Eight density functionals have each been applied to one small molecule with a C–N–Al–Cl backbone. Each gives an atomization energy, the energy needed to pull the molecule apart into free atoms. The names have been taken off the results and the rows shuffled. The problem is to put the names back, using the atomization energy, the D4 term, what is known of how each candidate is built, and a few results for related functionals outside the puzzle.

Ansatz 0.2.0, gas-phase CH5AlClN (SMILES C[NH][AlH][Cl]) at the PBE0-D4/def2-TZVP geometry, with the functionals in def2-TZVPP. The CCSD(T) reference is a frozen-core focal-point estimate of the basis-set limit: Hartree–Fock and MP2 correlation energies are extrapolated from def2-TZVPP and def2-QZVPP, and the difference CCSD(T) less MP2 is added from def2-TZVPP alone. Atomization energies are electronic, free atoms minus molecule at the same level, with no zero-point or spin-orbit term. The D4 term is that of the molecule. Candidates: LC-wPBE, B2PLYP, r2SCAN0-D4, BHLYP-D4, PBE0-D4, wB97M-V, r2SCANh-D4, wB97X-V.

```csv
row,atomization energy (kcal/mol),functional less CCSD(T) (kcal/mol),D4 term (kcal/mol)
A,743.40,2.21,n/a
B,737.83,-3.37,-3.37
C,722.18,-19.02,-5.06
D,736.35,-4.85,-1.04
E,731.98,-9.21,n/a
F,730.60,-10.60,-1.15
G,736.43,-4.76,n/a
H,743.41,2.21,n/a
```

Two ingredients matter. The D4 term is an attractive energy added to a functional for the dispersion forces that it lacks; it is negative for the molecule and so raises the atomization energy by the same amount. Exact exchange is the exchange energy computed from the orbitals, as in Hartree–Fock theory. Hybrid functionals use it in place of part of their semilocal exchange, which is estimated from local properties of the electrons. The share is 10% in r2SCANh, 25% in PBE0 and r2SCAN0, and 50% in BHLYP.

### (a) Which rows belong to the r2SCAN family?

**Solution.** Four rows print a D4 term, and four candidates carry D4 in their names, so rows B, C, D and F must be shared among those four. The size of the term shows how much attraction the functional leaves to be added. For parents without exact exchange, the same calculations give −0.97 kcal/mol for r2SCAN, −3.97 for PBE and −8.64 for BLYP. r2SCAN needs little because it already describes much of the attraction between neighbouring groups.

Rows D and F, with terms close to −1 kcal/mol, are therefore r2SCANh and r2SCAN0 in some order. Rows B and C are PBE0 and BHLYP in some order. The D4 term alone doesn't settle that second order: CAM-B3LYP, a relative of BLYP, has −3.44 kcal/mol, close to the value in row B.

### (b) Which member of each pair is which?

**Solution.** Exchange keeps electrons of like spin apart, so that each electron is surrounded by a region depleted of others. In a bond, exact exchange spreads this region over both atoms, while semilocal exchange keeps it near the electron. The compact region imitates part of the correlation that strengthens a bond. Theory therefore argues that putting in exact exchange, without adding that correlation, weakens the computed binding.

Blending two streams of water is a simpler case of the same kind. The temperature of the blend moves in a straight line from that of one stream to that of the other as the share changes, and the slope is set by the difference between them. Here the streams are semilocal and exact exchange. The comparison holds only while the electron density hardly changes with the blend and the correlation part of the functional stays the same.

In symbols,

$$D_0(a)=D_0(0)+k\,a ,$$

where $D_0$ is the atomization energy without its D4 part, $a$ is the percentage of exact exchange, and $k$ is the change per per cent. The slope can be taken from two functionals outside the puzzle, PBE and HSE06. Without D4 they give 744.05 and 735.16 kcal/mol, and HSE06 has 25% exact exchange, so

$$k=\frac{735.16-744.05}{25}\approx-0.36\ \text{kcal/mol per \%}.$$

HSE06 uses exact exchange only at short range, so this slope is an approximation for hybrids that use it at all distances.

Now take r2SCAN0. Its parent r2SCAN has an atomization energy of 740.36 kcal/mol, or 739.39 without D4. A share of 25% lowers this by 8.89, the drop already found between PBE and HSE06, to 730.5 kcal/mol. Row F without D4 has 729.5, about 1 kcal/mol away, although no r2SCAN result entered the slope.

The same step with 10% predicts 735.8 kcal/mol for r2SCANh, and row D has 735.3. Exchanging the two names would give misses of about 5 and 6 kcal/mol. Row F is therefore r2SCAN0 and row D is r2SCANh.

For the other pair, the model predicts 735.2 kcal/mol for PBE0, which is simply the HSE06 value. For BHLYP it starts from BLYP, with 728.1 kcal/mol without D4, and predicts 710.3. Without D4, rows B and C have 734.5 and 717.1. The BHLYP estimate is about 7 kcal/mol too low, but the opposite assignment would miss by 18 and 24. Row B is PBE0 and row C is BHLYP.

The energies would not have been enough without part (a). The predictions for PBE0 and r2SCANh lie within 1 kcal/mol of each other, and so do rows B and D once D4 is removed. Only the D4 term tells these two apart.

### (c) How far can the remaining four rows be assigned?

**Solution.** Rows A, E, G and H remain for wB97X-V, wB97M-V, LC-wPBE and B2PLYP. The entry n/a in the D4 column is not in itself a sign that dispersion is absent. The two functionals ending in V contain their own dispersion part, and the LC-wPBE calculation included a D4 term, though it is unclear whether its atomization energy does.

Rows A and H lie together near 743.4 kcal/mol. The likeliest pair for them is wB97X-V and wB97M-V, which share much of their design: full exact exchange at long range, a small share at short range, and the same kind of dispersion part. Their order can't be decided, because the two energies differ by only 0.01 kcal/mol.

That leaves 731.98 kcal/mol in row E and 736.43 in row G. B2PLYP is the better candidate for the lower value. It has no dispersion correction here, and it takes part of its correlation from perturbation theory, which converges slowly with the basis set and usually binds too weakly in a basis of this size. This makes the assignment probable, not certain.

So B, C, D and F are sure, E and G are probable, and A and H are a probable pair in unknown order. The names can now be restored.

The rows with their labels:

```csv
functional,class,"exact exchange, short range (%)","exact exchange, long range (%)",atomization energy (kcal/mol),functional less CCSD(T) (kcal/mol),D4 term (kcal/mol)
SPW92,LDA,0,0,834.42,93.22,n/a
PBE-D4,GGA,0,0,748.02,6.82,-3.97
revPBE-D4,GGA,0,0,731.26,-9.94,-11.72
BLYP-D4,GGA,0,0,736.75,-4.45,-8.64
r2SCAN-D4,meta-GGA,0,0,740.36,-0.84,-0.97
B97M-V,meta-GGA,0,0,745.86,4.66,n/a
r2SCANh-D4,global hybrid,10,10,736.35,-4.85,-1.04
B3LYP-D4,global hybrid,20,20,739.73,-1.46,-6.41
PBE0-D4,global hybrid,25,25,737.83,-3.37,-3.37
r2SCAN0-D4,global hybrid,25,25,730.60,-10.60,-1.15
HSE06-D4,screened hybrid,25,0,738.31,-2.89,-3.15
BHLYP-D4,global hybrid,50,50,722.18,-19.02,-5.06
CAM-B3LYP-D4,range-separated,19,65,743.20,2.01,-3.44
LC-wPBE,range-separated,0,100,736.43,-4.76,n/a
wB97X-V,range-separated,17,100,743.41,2.21,n/a
wB97M-V,range-separated,15,100,743.40,2.21,n/a
B2PLYP,double hybrid,53,53,731.98,-9.21,n/a
PBE-QIDH,double hybrid,69,69,733.70,-7.50,n/a
```

A is wB97M-V, B is PBE0, C is BHLYP, D is r2SCANh, E is B2PLYP, F is r2SCAN0, G is LC-wPBE and H is wB97X-V. The probable choices were right; the order of A and H could only have been guessed.

The labelled rows also show why BHLYP fitted worst. Without D4, the atomization energy falls by 0.38 kcal/mol per per cent from PBE to PBE0 and by 0.40 from r2SCAN to r2SCAN0, but by only 0.22 from BLYP to BHLYP. In the picture of the streams, the semilocal exchange of BLYP gives this molecule a binding closer to that from exact exchange, so blending changes less. A slope borrowed from another parent is therefore not always safe.

The rule also requires that nothing but the share of exact exchange changes. From BLYP to B3LYP the atomization energy without D4 rises by 5.2 kcal/mol, although 20% exact exchange comes in. B3LYP also mixes in some of the simplest local functional, the LDA. That functional binds far too strongly, as the SPW92 row shows, and this is the probable reason for the rise. The B3LYP used here is the form with VWN-RPA correlation; the form with another local correlation would give a somewhat different rise.

For a user, the lesson is that exact exchange lowers the binding of this molecule in the PBE and r2SCAN families, whether or not the parent needs it. PBE lies 6.82 kcal/mol above the CCSD(T) estimate, and PBE0 lies 3.37 below it, so the size of the error shrinks. r2SCAN starts only 0.84 below, and r2SCAN0 ends 10.60 below. Differences of about 1 kcal/mol shouldn't be used to rank functionals. Their energies come from a triple-zeta basis, while the reference is an estimate for the basis-set limit. That estimate has a basis-set error of its own, because only its Hartree–Fock and MP2 parts are extrapolated and the step from MP2 to CCSD(T) is taken from triple zeta alone. Nor does one molecule make a general ranking.

The output printed below gives the predictions from the PBE–HSE06 slope for the four hybrids, together with the misses for the right and the exchanged names.

Printed output of the fit:

```
Slope from PBE to HSE06 without D4, kcal/mol per % exact exchange: -0.3556
Predicted without D4 for r2SCANh, kcal/mol: 735.8
Predicted without D4 for r2SCAN0, kcal/mol: 730.5
Predicted without D4 for PBE0 (the HSE06 value), kcal/mol: 735.2
Predicted without D4 for BHLYP, kcal/mol: 710.3
Computed without D4, r2SCANh, kcal/mol: 735.3
Computed without D4, r2SCAN0, kcal/mol: 729.5
Computed without D4, PBE0, kcal/mol: 734.5
Computed without D4, BHLYP, kcal/mol: 717.1
Prediction less computed, r2SCANh, kcal/mol: 0.524
Prediction less computed, r2SCAN0, kcal/mol: 1.05
Prediction less computed, PBE0, kcal/mol: 0.7
Prediction less computed, BHLYP, kcal/mol: -6.79
Swapped, r2SCANh prediction less r2SCAN0 row, kcal/mol: 6.384
Swapped, r2SCAN0 prediction less r2SCANh row, kcal/mol: -4.81
Swapped, PBE0 prediction less BHLYP row, kcal/mol: 18.04
Swapped, BHLYP prediction less PBE0 row, kcal/mol: -24.13
Swapped, r2SCANh prediction less PBE0 row, kcal/mol: 1.374
Swapped, PBE0 prediction less r2SCANh row, kcal/mol: -0.15
Own slope PBE to PBE0 without D4, kcal/mol per %: -0.3836
Own slope r2SCAN to r2SCAN0 without D4, kcal/mol per %: -0.3976
Own slope BLYP to BHLYP without D4, kcal/mol per %: -0.2198
Change BLYP to B3LYP without D4, kcal/mol: 5.21
wB97X-V less wB97M-V, kcal/mol: 0.01
wB97X-V less CAM-B3LYP, kcal/mol: 0.21
LC-wPBE less B2PLYP, kcal/mol: 4.45
LC-wPBE less PBE-QIDH, kcal/mol: 2.73
B2PLYP less PBE-QIDH, kcal/mol: -1.72
```
